**Question**

A fast electron that crosses a thin diamond film can hand over energy $E$ together with a fixed momentum. The loss function $L$ measures how readily the crystal accepts that energy. The momentum here is that of the L point at the edge of the Brillouin zone, which corresponds to a charge wave about 4 Å long.

Loss function of diamond at the momentum of the L point, computed with Yambo 5.3.0 in the independent-particle approximation on LDA states from Quantum ESPRESSO. The calculation uses PseudoDojo 0.4.1 potentials, a 14×14×14 k-mesh, 29 bands and a broadening of 0.5 eV, with no quasiparticle correction to the band energies.

```csv
row,loss function,loss energy (eV)
1,0.006,0.00
2,0.006,1.41
3,0.007,2.61
4,0.007,4.02
5,0.008,5.43
6,0.011,6.83
7,0.021,8.04
8,0.043,9.45
9,0.058,10.85
10,0.069,12.26
11,0.083,13.47
12,0.104,14.87
13,0.139,16.28
14,0.169,17.69
15,0.220,18.89
16,0.309,20.30
17,0.436,21.71
18,0.556,23.12
19,0.568,24.32
20,0.628,25.73
21,0.716,27.14
22,0.749,28.54
23,0.834,29.75
24,0.878,31.16
25,0.981,32.56
26,1.209,33.97
27,1.233,35.18
28,1.271,36.58
29,1.241,37.99
30,0.924,39.40
```

The same calculation gives a static dielectric value of 2.573 at this momentum. The absorption, which is the imaginary part $\varepsilon_2$ of the dielectric function $\varepsilon$, peaks at 19.1 eV with a height of 3.77. The smallest band gap is 4.14 eV.

(a) Does the loss function peak where the crystal absorbs most strongly?

(b) Treat the valence electrons as one damped mass on a spring, and estimate where the loss should peak.

(c) Which rows depart from this smooth picture, by how much, and why?

**Model answer**

**(a)** It does not. The loss function is

$$L=\mathrm{Im}\left(-\frac{1}{\varepsilon}\right)=\frac{\varepsilon_2}{|\varepsilon|^2}.$$

The numerator is the absorption, and the denominator describes how the electrons screen the field of the passing charge. At 19.1 eV the table, read between its rows, gives a loss of 0.233. Hence $|\varepsilon|^2=3.77/0.233\approx 16$: the crystal absorbs strongly there, but screening cuts the loss to a sixteenth of the absorption.

At 36.58 eV the loss is 1.271. The imaginary part of $1/\varepsilon$ can't exceed its magnitude, so $|\varepsilon|$ is at most $1/1.271\approx 0.79$. The absorption is then at most 0.79 as well, far below its peak. The loss is large because the screening has collapsed: with $|\varepsilon|$ below 1 the electrons strengthen the field instead of weakening it. This points to a collective oscillation of the valence electrons, a plasmon, though the real part of $\varepsilon$, which would test that reading, is not given here.

**(b)** Push all valence electrons sideways against the ions. The charge that builds up pulls them back, and for free electrons of this density the oscillation has the energy $E_p=31.2$ eV. In diamond the electrons are also bound, which adds a second spring of energy $E_b$. The squares of the two energies add:

$$E_L^2=E_p^2+E_b^2 .$$

The static dielectric value $\varepsilon_0$ reveals the stiffness of the second spring, because stiffly held electrons screen little: $\varepsilon_0-1=E_p^2/E_b^2$. At this short wavelength $E_b$ holds more than the binding, since bunching electrons into so short a wave also costs kinetic energy. Eliminating $E_b$ gives

$$E_L=E_p\sqrt{\frac{\varepsilon_0}{\varepsilon_0-1}}=31.2\ \text{eV}\times\sqrt{\frac{2.573}{1.573}}\approx 39.9\ \text{eV}.$$

The full computed spectrum peaks at 36.8 eV, so the estimate is 8% too high relative to that value. Part of the excess comes from damping, which the estimate leaves out: with the width fitted in (c), the same spring peaks near 38 eV. The estimate itself needed the density and the static screening, but no row of the table. The formula also shows what moves the hump: a denser valence charge raises it, and stronger static screening brings it down towards the free-electron value.

**(c)** A damped spring has the loss curve

$$L(E)\propto\frac{\Gamma E}{(E_L^2-E^2)^2+\Gamma^2E^2},$$

where $\Gamma$ is the width. Two versions were fitted to all thirty rows, each with an adjustable overall strength. One keeps $E_L$ at the estimate above and adjusts the width; the other adjusts $E_L$ and ties the width to the height of the peak. Their typical misses are 5 to 7% of the largest loss, and a departure counts here only if both versions show it. The printed output after this text lists the misses for some of the rows.

*The low-energy rows.* At 5.43 eV the second version predicts 6.6 times the computed loss, and at 10.85 eV still twice as much. The first version overshoots somewhat more at both energies. Most of the small computed loss at 5.43 eV is itself a product of the broadening, as the remarks below explain, so the true mismatch there is larger still. Here the spring picture itself fails. A damped mass takes up energy at any driving frequency, however slow. An electron in an insulator can take up energy only if an empty state lies at the right height.

The empty state must also lie at the right momentum. In diamond the smallest gap leads from the zone centre to a point near X, and a momentum transfer fixed at L doesn't connect the two. The first allowed transition must therefore cost more than 4.14 eV. The table agrees: the loss is still only 0.008 at 5.43 eV and begins to climb clearly between 7 and 8 eV. The overshoot goes on well above the onset, however: from 12.26 to 17.69 eV both curves still lie 0.07 to 0.1 above the computed loss. Transitions are already allowed there, so the gap alone does not explain these rows.

*The shoulder.* The loss at 23.12 eV lies 0.11 to 0.12 above both curves, about a fifth of its value. The next step, to 24.32 eV, is almost flat.

*The top of the hump.* The steepest rise of the table leads into 33.97 eV, at more than twice the slope of the step before. From there to 37.99 eV the computed loss lies above both curves. The last row, at 39.40 eV, then drops below them by 0.15 and 0.27, which is 17% and 30% of its own value. This is the largest miss of both versions.

The shoulder and the uneven top probably have a common root. One spring stands for a great many separate transitions between bands, and their sum is not perfectly smooth. Screening then decides how much of the unevenness reaches the loss, because a small change $\delta\varepsilon$ changes $1/\varepsilon$ by $\delta\varepsilon/\varepsilon^2$ in magnitude. At 19.1 eV this divides a ripple by 16; at 36.58 eV it multiplies the ripple by at least $1/0.79^2\approx 1.6$. The same ripple in $\varepsilon$ thus changes $1/\varepsilon$ at least 25 times as much at the top of the hump as at the absorption peak.

Whether the ripples belong to diamond or to the calculation is open. The crystal momenta are sampled on a finite mesh and each transition is broadened by only 0.5 eV, so the sampling may leave ripples of its own. A repeat with a denser mesh would decide, and until then no feature should be assigned to a particular pair of bands.

**Remarks on the reasoning**

*A small loss inside the gap is no sign of states there.* The table starts at 0.006 for zero energy, where a physical response must vanish. The likely source is the artificial broadening, if its contributions from the upward and downward parts of the response add at zero energy instead of cancelling. The floor should then be about

$$\frac{\varepsilon_0-1}{\varepsilon_0^2}\times\frac{0.5\ \text{eV}}{19.1\ \text{eV}}\approx 0.006,$$

with the absorption peak taken as the typical transition energy. That is the value found, so the first four rows should be read as zero.

*The drop in the last row is not the end of the loss.* Static screening and loss are tied by an exact relation:

$$1-\frac{1}{\varepsilon_0}=\frac{2}{\pi}\int_0^\infty\frac{L(E)}{E}\,dE .$$

The loss between the gap and the last row supplies about 65% of the left-hand side. Roughly a third must therefore come from energies above 39.40 eV. This also helps to explain the part of the excess in (b) that damping leaves over: density and static screening fix an average over the whole spectrum, including the part beyond the table, whereas the peak is only its highest point.

*The spring is a good guide to the hump and a poor one to its foot.* At this momentum it places the strongest loss to within a tenth. Near the onset, where the gap rules, it is wrong by a factor of several.

*A measured spectrum need not match row by row.* The calculation lets the electrons respond independently to the average field. But the electrons of diamond are bunched in its bonds, so even a smooth wave also stirs up charge on a finer scale. The local fields of that charge are left out here, and they can shift and reshape the hump. The onset has a separate error: the local density approximation makes the gap of diamond too small, so the real loss should set in at a higher energy.

The analysis program printed:

```
fit of los on 30 rows: coefficient of wp**2*s*en/((w0**2-en**2)**2+(s*en)**2) 1.18 +/- 0.03, s 24.25; rms 0.0842, worst 30 0.275, leave-one-out rms 0.0976
fit of los on 30 rows: coefficient of wp**2*kk/s*en/((s**2-en**2)**2+(kk*en/s)**2) 0.9234 +/- 0.019, s 37.44; rms 0.0678, worst 30 0.153, leave-one-out rms 0.0803
free-electron plasmon energy from the valence density, eV: 31.19
oscillator energy from density and static screening, eV: 39.89
loss peak of that oscillator with the scanned width, eV: 38.05
loss at the absorption peak (interpolated): 0.233
size of eps at the absorption peak: 4.022
upper bound on size of eps at the row of largest loss: 0.7868
estimated damping floor of the loss at zero energy: 0.006221
scanned-position model over computed loss, rows 5.43 to 10.85 eV: 6.577, 6.145, 3.875, 2.294, 2.024
slope into rows 23.12, 24.32, 25.73 eV, per eV: 0.08511, 0.01, 0.04255
slope into rows 32.56, 33.97, 35.18 eV, per eV: 0.07357, 0.1617, 0.01983
slope into the last row, per eV: -0.2248
computed less scanned-position model, rows 21.71 to 25.73 eV: 0.06073, 0.1206, 0.07369, 0.05432
computed less scanned-width model, rows 21.71 to 25.73 eV: 0.04141, 0.1063, 0.06561, 0.05633
computed less scanned-position model, rows 29.75 to 39.40 eV: -0.02407, -0.08984, -0.08741, 0.0614, 0.04569, 0.07839, 0.0877, -0.1535
computed less scanned-width model, rows 29.75 to 39.40 eV: 0.02154, -0.02941, -0.01978, 0.1221, 0.08504, 0.07479, 0.0268, -0.2749
share of static screening from loss between gap and last row, percent: 65.4
share of the total oscillator weight up to the last row, percent: 35.17
```
